An atomization energy is a difference: the energy of the separated atoms less that of the molecule. A method's error in it is therefore also a difference,

$$\Delta D = \Delta E_\text{atoms} - \Delta E_\text{molecule},$$

where each $\Delta$ is the method's value less that of CCSDT(Q) in the same basis. A negative $\Delta D$ means that the molecule comes out too weakly bound. The molecule is planar Al2H2 with one hydrogen bridging the two aluminium atoms and one at the end.

Errors in the atomization energy of neutral singlet Al2H2 against CCSDT(Q), computed with AFQMC (own program) afq 1 and Ansatz 0.2.0. All levels use the cc-pVDZ basis, frozen cores and a PBE0/def2-TZVP geometry, with an RHF determinant for the molecule. Zero-point energy is left out, and negative values mean too weak binding.

| level | this level less the reference (CCSDT(Q), same basis) (meV) | statistical noise, one standard error (meV) |
| --- | --- | --- |
| HF | -1786.0 | 0.000 |
| MP2 | -254.0 | 0.000 |
| CCSD | -122.0 | 0.000 |
| CCSD(T) | -25.0 | 0.000 |
| ph-AFQMC/HF | 93.0 | 27.000 |
| ph-AFQMC/CISD | -4.0 | 7.000 |
| released AFQMC | 14.0 | 10.000 |

**1. Which level is furthest off, and in which direction?**

Hartree-Fock (HF) is, with an atomization energy 1.8 eV too small, about a quarter of the whole. HF lets each electron feel only the average field of the others. It leaves out correlation, the way in which electrons avoid one another from moment to moment. This costs energy wherever electrons share a region of space, and most of all when two of them share one orbital. The molecule has more such pairs than the free atoms, so HF puts it too high by more than it does the atoms.

**2. Can the size of the HF error be estimated by hand?**

Counting pairs gives a fair guess. The eight valence electrons of the molecule fill four orbitals in pairs. Each free Al atom keeps one pair, in 3s, and a single 3p electron, while a hydrogen atom has only one electron and no correlation at all. Bonding thus creates $4-2=2$ new pairs. At roughly 1 eV for each, a recalled size and not a fitted one, the estimate is

$$\Delta D \approx -(4-2)\times 1\ \text{eV} = -2\ \text{eV},$$

against $-1.8$ eV in the table.

The parts are less well described than their difference. The molecular energies of the same calculation put HF 4.4 eV too high in the molecule, and subtraction leaves 2.6 eV for the two Al atoms. The count gives 4 and 2 eV. It ignores correlation between different orbitals, such as that of the 3p electron with the 3s pair, and this neglect partly cancels. The count is good for the size of the HF error, but it says nothing about how much of it a better method removes. The output after this text lists the split into molecule and atoms.

One caution concerns every row of the table, and HF most directly. The determinant of the molecule is the restricted one, with every electron paired. A stability test shows that an unrestricted determinant would lie lower, so the HF error, and with it the agreement with the count, holds for the restricted form. The other levels were built on the same determinant, and the errors of MP2, coupled cluster and AFQMC with the HF trial could also shift with an unrestricted one.

**3. MP2 recovers a larger share of the correlation energy in the molecule than in the atoms. Why does it still underbind?**

What matters is the energy left over, not the share recovered. MP2 finds 73% of the correlation energy in the molecule and 64% in the atoms. But the molecule has much more of it to find, so 1.2 eV remains there against just under 1.0 eV in the atoms. The difference is the 254 meV of underbinding in the table.

The poor share in the atoms has a plausible cause in the Al atom itself. Its empty 3p orbitals lie close above the filled 3s, so the 3s pair can easily move into them. MP2 estimates each such excitation in a single step, without letting the excitations act back on one another, and this works worst when the gap is small.

**4. What do triple excitations add, and what would change if they were treated in full?**

CCSD lets single and double excitations influence one another, and its error is $-122$ meV. The perturbative triples of CCSD(T) bring it to $-25$ meV. They help binding because the molecule offers many ways to excite three electrons together, while an Al atom has only three valence electrons in all.

Full triples would leave the atomization energy only about 9 meV too small. This follows from two steps. With three correlated electrons there are no quadruple excitations, so CCSDT is already exact for the Al atom within the basis and frozen core. What remains is the quadruples term of the molecule, which the calculation puts at 9 meV.

**5. Why does AFQMC with an HF trial bind too strongly?**

The fault lies mainly in the atoms. Phaseless AFQMC samples the correlated state with random walkers and uses a trial wavefunction to keep their phases under control. This constraint adds a bias that depends on the quality of the trial and can have either sign. In the molecule the energy is $25\pm24$ meV too high, which by itself would weaken the binding. The table nevertheless shows overbinding by $93\pm27$ meV, so by subtraction the atoms must be about 118 meV too high.

Hydrogen can hardly be to blame, since HF is exact for one electron in a given basis. That leaves aluminium, and the small gap between 3s and 3p is again the natural suspect: a single determinant contains none of the configurations in which the 3s pair has moved into 3p. A CISD trial does contain them. With it the error is $-4\pm7$ meV, and the same subtraction puts the atoms only about 7 meV too high. The bias thus nearly vanishes where the explanation places it. This does not prove the cause, because the CISD trial adds many other configurations too.

**6. Would a longer run with the HF trial cure the error?**

It would cure only the noise. Statistical noise falls with the square root of the number of samples, so about 15 times as many would bring it down to that of the CISD-trial run. The bias of the constraint would stay, and the longer run would merely show it more sharply.

The useful remedy is to test the atom first. For Al with its core frozen, CCSDT gives the exact energy in the basis, so a short AFQMC run on the atom shows the bias of a trial directly. If the atom fails, the trial should be improved before more time is spent on the molecule.

**7. Which level is best, and which digits can be trusted?**

CCSD(T), AFQMC with the CISD trial and released AFQMC, in which the constraint is let go, all lie within 25 meV of the reference. They can't be ranked. CCSDT(Q) was accepted as the reference only because the released walk agreed with it to within 25 to 40 meV, so that agreement is no independent proof, and the reference may itself be off by a similar amount. Within this basis the atomization energy is good to a few hundredths of an eV.

Against a measurement, far less is certain. A basis as small as this one can cost a molecule some tenths of an eV of binding, more than the errors of these three levels. The geometry matters too: the most stable form of Al2H2 is a ring with two bridging hydrogens, so a measured value for that form would belong to another molecule. The values here also leave out the zero-point energy of the vibrations, which lowers a measured atomization energy. For such a comparison, the first steps are the right isomer, a larger basis and the zero-point energy, and only then a higher level of theory.

Numerical output:

```
Errors by level:
             row  molecule above CCSDT(Q) in meV  atomization error in percent
              HF                            4405                        -26.87
             MP2                            1209                        -3.822
            CCSD                           179.1                        -1.836
         CCSD(T)                            44.2                       -0.3762
     ph-AFQMC/HF                            25.2                         1.399
   ph-AFQMC/CISD                            10.9                      -0.06019
  released AFQMC                           -13.2                        0.2107
HF error of the separated atoms by subtraction in meV: 2619
HF error for each Al atom in meV: 1309
share of the HF error of the molecule that cancels in percent: 59.45
HF atomization error from counting two new pairs in meV: -2000
pair count less computed HF error in meV: -214
correlation energy recovered by MP2 in the molecule in percent: 72.55
correlation energy recovered by MP2 in the atoms in percent: 63.53
MP2 error of the separated atoms by subtraction in meV: 955.1
CCSD error of the separated atoms by subtraction in meV: 57.1
CCSD(T) error of the separated atoms by subtraction in meV: 19.2
change of atomization energy from CCSD to CCSD(T) in meV: 97
CCSDT below CCSD(T) in the molecule in meV: 35.5
CCSDT(Q) below CCSDT in the molecule in meV: 8.7
AFQMC with HF trial error of the separated atoms in meV: 118.2
noise left for the atoms with HF trial in meV: 13.12
AFQMC with HF trial error in standard errors: 3.444
samples needed to bring HF trial noise to CISD trial noise as a factor: 14.88
AFQMC with CISD trial less CCSD(T) in meV: 21
released less CISD trial in meV: 18
noise of that difference if independent in meV: 12.21
```
